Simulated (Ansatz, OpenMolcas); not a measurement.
**A ladder of methods for GeSiH4O (SMILES [SiH3][O][GeH])**

GeSiH4O has 7 atoms, charge 0, and is taken as a singlet. As SMILES, `[SiH3][O][GeH]`. The shape is that of a PBE0-D4/def2-TZVP optimisation. This is one conformer, not always the lowest.

Each level gives the vertical energy of the triplet above the singlet (eV). The values are calculated.

```csv
level,kind,program,value (eV),CPU time (all runs)
HF/def2-SVP,Hartree–Fock,OpenMolcas,1.48,21 s
BLYP/def2-SVP,GGA,Ansatz,2.12,13 s
r2SCAN/def2-SVP,meta-GGA,OpenMolcas,1.82,97 s
B3LYP/def2-SVP,global hybrid,Ansatz,2.11,17 s
BHLYP/def2-SVP,global hybrid,Ansatz,2.06,20 s
PBE-QIDH/def2-SVP,double hybrid,Ansatz,1.91,21 s
RPA@PBE0/def2-SVP,RPA,Ansatz,2.02,28 s
BCCD(T)/def2-SVP,coupled cluster or CI,Ansatz,2.00,77 s
```

All-electron rows without a relativistic Hamiltonian named are non-relativistic. The values span 1.48 to 2.12 eV. In the correlated wave-function rows the outer d shell of Ge is correlated, in sets not made for it. The second state's dipole differs much between rows, so they may not all be the same state. Times are those of the runs behind each value, whatever else they computed, on shared processors of several kinds: orders of magnitude only.

Every level places the singlet below the triplet at this geometry, as expected for a germylene. The divalent germanium keeps its lone pair in an orbital rich in 4s character, while the formally empty 4p orbital is pushed up by π donation from oxygen. Promoting an electron from the first to the second therefore costs more than the exchange energy gained by parallel spins.

Hartree–Fock gives the smallest gap, 1.48 eV, probably because it omits the opposite-spin correlation that stabilises the paired electrons more than the triplet. Exact exchange alone seems a lesser factor: from BLYP through B3LYP to BHLYP the gap falls only from 2.12 to 2.06 eV. RPA, at 2.02 eV, lies close to the BCCD(T) value of 2.00 eV, whereas r2SCAN and PBE-QIDH fall below it, so a higher rung does not bring steady convergence. The adiabatic gap should be smaller than the vertical one, since a germylene triplet typically relaxes by opening the angle at germanium.
